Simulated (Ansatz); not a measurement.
## YAu: the change of pressure and energy above given cell with volume ratio

All results are calculated (Ansatz 0.2.0). Plane-wave density functional theory, PAW datasets, Gaussian smearing 0.05 eV: equation of state, the given cell scaled in volume with shape and atoms relaxed at each volume.

The cell before it is scaled or strained (space group Pm-3m, No. 221):
```
CELL_PARAMETERS angstrom
3.54650 0.00000 0.00000
0.00000 3.54650 0.00000
0.00000 0.00000 3.54650
ATOMIC_POSITIONS crystal
Y 0.00000 0.00000 0.00000
Au 0.50000 0.50000 0.50000
```

Settings of every row: paw set soft_2; functional PBEsol; spin treatment none; moment partition spheres; spin axis none; wave cutoff 420 eV; k mesh 8x8x8; symmetry use detected.

Atom hubbard u: 0 on all atoms.

Limits: no spin-orbit coupling, which can matter with elements this heavy.

| row | volume ratio | V (Å³/atom) | pressure (GPa) | energy above given cell (meV per atom) |
| --- | --- | --- | --- | --- |
| 1 | 0.96 | 21.411 | 4.292 | 11.37 |
| 2 | 0.98 | 21.857 | 2.04 | 2.68 |
| 3 | 1 | 22.303 | 0.005 | 0 |
| 4 | 1.02 | 22.749 | ? | ? |
| 5 | 1.04 | 23.195 | -3.404 | 10.12 |

Question: what pressure and energy above given cell should row 4 give?

Worked fit of pressure. Take u = (V_r/V)^(2/3) − 1 with V_r = 22.08 Å³ an atom, which is twice the finite (Eulerian) strain; such expansions in the strain, on which the Birch-Murnaghan equation of state is built, carry the rest volume and the bulk modulus. The shown rows have u = 0.02072, 0.00679, -0.00668, -0.03231. Least squares give pressure = 0.9938 + 150.241 × u + 436.52 × u² GPa; a straight line predicts inner rows, each left out in turn, worse (root mean square 0.19 against 0.012 GPa). The rows lie off it by -0.002, 0.006, -0.005, 0.001 (root mean square 0.0041 GPa). The pressure vanishes at u = -0.0067, or V = 22.31 Å³ an atom, and there the bulk modulus with shape and atoms relaxed is B = −V dP/dV = (2/3)(1 + u) dP/du = 95.6 GPa. The withheld row has u = -0.0197, so the fit gives 0.9938 + 150.241 × (-0.0197) + 436.52 × (-0.0197)² = -1.797 GPa.

The calculation gave -1.801 GPa. The fit lies 0.004 GPa (0.052 % of the column's range) above it; its largest miss of a shown row is 0.006 GPa.

Worked fit of energy above given cell. Take u = (V_r/V)^(2/3) − 1 with V_r = 22.08 Å³ an atom, which is twice the finite (Eulerian) strain; such expansions in the strain, on which the Birch-Murnaghan equation of state is built, carry the rest volume and the bulk modulus. The shown rows have u = 0.02072, 0.00679, -0.00668, -0.03231. Least squares give energy above given cell = 0.638 + 200.6 × u + 15295 × u² meV per atom; a straight line predicts inner rows, each left out in turn, worse (root mean square 6.7 against 0.051 meV per atom). The rows lie off it by 0.01, -0.03, 0.02, 0.00. Its lowest point lies at u = -0.0066, or V = 22.3 Å³ an atom, and the curvature there gives the bulk modulus with shape and atoms relaxed, B = (4/9)(1 + u)² E″(u)/V = 96.4 GPa. The withheld row has u = -0.0197, so the fit gives 0.638 + 200.6 × (-0.0197) + 15295 × (-0.0197)² = 2.62 meV per atom.

The calculation gave 2.71 meV per atom. The fit lies 0.09 meV per atom (3.3 % of the value, 0.79 % of the column's range) below it; its largest miss of a shown row is 0.03 meV per atom.
